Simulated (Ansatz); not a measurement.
## Loss of CH3F: how K changes with temperature for C3H5F3 ⇌ C2H2F2 + CH3F

Species: C3H5F3 (1,2,3-trifluoropropane) `FCC(F)CF`, singlet; C2H2F2 `F/C=C/F`, singlet; CH3F (fluoromethane) `CF`, singlet. This is a balance of energies; it says nothing on the path, which may need atoms to shift.

The electronic reaction energy at CCSD(T)/CBS estimate is +134.5 kJ/mol. Shapes: PBE0-D4/def2-TZVP. Flexible molecules stand in one conformer, not always the lowest. Programs: Ansatz 0.2.0. Enthalpy and entropy come from rigid-rotor, harmonic-oscillator sums on unscaled PBE0-D4/def2-TZVP wavenumbers, ideal gases at 1 bar; R ln 2 is added for the mirror twin of the chiral shape of C3H5F3. Symmetry numbers: C3H5F3 1, C2H2F2 2, CH3F 3. R = 8.3145 J/(mol K).

| T (K) | ΔH (kJ/mol) | ΔS (J/(mol K)) |
| --- | --- | --- |
| 400 | +123.0 | +151.1 |
| 600 | +121.8 | +148.7 |
| 800 | ? | ? |

Q: Work out ln K at 400 and 600 K, and from these estimate it at 800 K.

A: 
1. 400 K: ΔG = +123.0 − 400 × (+151.1)/1000 = +62.6 kJ/mol; ln K = −ΔG/RT = -18.82.
2. 600 K: ΔG = +121.8 − 600 × (+148.7)/1000 = +32.6 kJ/mol; ln K = −ΔG/RT = -6.53.
3. Slope against 1000/T: (-6.53 − (-18.82))/(1.6667 − 2.5000) = -14.75, that is −ΔH/R with ΔH near +123 kJ/mol.
4. 800 K: ln K = -18.82 + (-14.75) × (1.2500 − 2.5000) = -0.38.

The full sums give ΔH = +119.6 kJ/mol, ΔS = +145.6 J/(mol K), ΔG = +3.1 kJ/mol and ln K = -0.47 at 800 K, so the line is off by +0.09 in ln K; without rounding the miss is +0.09, from the change of ΔH with temperature. The products are favoured at 1 bar above about 820 K, give or take 70 K for 10 kJ/mol in the energy. The number of molecules rises, which sets the sign of ΔS, and lower pressure favours the products. An error of 10 kJ/mol in the energy moves ln K by 1.5 at 800 K. Soft modes are treated as harmonic, which can err either way at these temperatures; the lowest are those of C3H5F3 (103 cm⁻¹). Other conformers aren't counted. The CBS estimate extrapolates MP2 from def2-TZVPP and def2-QZVPP and adds CCSD(T) − MP2 in the triple-zeta set, cores frozen.

Splitting off fluoromethane is strongly endothermic, and entropy alone brings the equilibrium close to balance at 800 K. In bonding terms, a C–C σ bond is given up for the π bond of the alkene, while the C–H bond broken in the hydrogen shift is replaced by one in CH3F. The π bond is the weaker of the two, so the exchange costs energy. Against this stands the translational and rotational freedom gained when one molecule becomes two.

The same change explains the small miss of the straight line. Vibrations of the parent become translations and rotations, which hold less heat per mode once the vibrations are well excited. ΔH therefore falls on heating, and ln K climbs a little less steeply than the extrapolation assumes.

The alkene computed is the trans isomer, whereas 1,2-difluoroethene is known to favour the cis form slightly; an equilibrium that included both would lie somewhat further towards the products.
